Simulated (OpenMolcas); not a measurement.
# CF2 (SMILES F[C]F): the dipole moment, rung by rung

The species is CF2 (3 atoms), meant as a singlet with charge 0. SMILES: `F[C]F`. Geometry: relaxed at PBE0-D4/def2-TZVP.

```
atom    x (Å)    y (Å)    z (Å)
   F   0.3163   0.9714   0.2816
   C   0.3823  -0.3185   0.1752
   F  -0.6986  -0.6529  -0.4567
```

Quantity: the dipole moment, in D. The values are calculated.

```json
{"level": "SVWN5/def2-TZVPP", "kind": "LDA", "program": "OpenMolcas", "value (D)": "0.83"}
{"level": "BLYP/def2-TZVPP", "kind": "GGA", "program": "OpenMolcas", "value (D)": "0.77"}
{"level": "PBE/def2-TZVPP", "kind": "GGA", "program": "OpenMolcas", "value (D)": "0.82"}
{"level": "revPBE/def2-TZVPP", "kind": "GGA", "program": "OpenMolcas", "value (D)": "0.82"}
{"level": "M06-L/def2-TZVPP", "kind": "meta-GGA", "program": "OpenMolcas", "value (D)": "0.79"}
{"level": "TPSS/def2-TZVPP", "kind": "meta-GGA", "program": "OpenMolcas", "value (D)": "0.78"}
{"level": "B3LYP/def2-TZVPP", "kind": "global hybrid", "program": "OpenMolcas", "value (D)": "0.67"}
{"level": "M06-2X/def2-TZVPP", "kind": "hybrid meta-GGA", "program": "OpenMolcas", "value (D)": "0.55"}
```

The values span 0.55 to 0.83 D. Magnitudes only: a small dipole may point the other way at some levels.

The dipole of CF2 is small for a molecule with two such polar bonds because large contributions nearly cancel. The σ framework draws charge towards fluorine, while the in-plane lone pair on carbon and π donation from fluorine into carbon's formally empty p orbital act the other way. A modest shift of density therefore changes the net moment noticeably.

The clear division is between the semilocal functionals, at 0.77 to 0.83 D with no steady progression from LDA to meta-GGA, and the two hybrids, at 0.67 and 0.55 D. Exact exchange probably curbs an excessive transfer of π density from fluorine to carbon, which would lower the moment if carbon is its negative end. The measured gas-phase dipole is smaller still, so the semilocal values are clearly too large and M06-2X comes closest. That agreement alone does not establish a better density, since errors in the opposing σ and π contributions can cancel in the total. With only two hybrids of different form, the effect of the exchange fraction itself cannot be isolated.
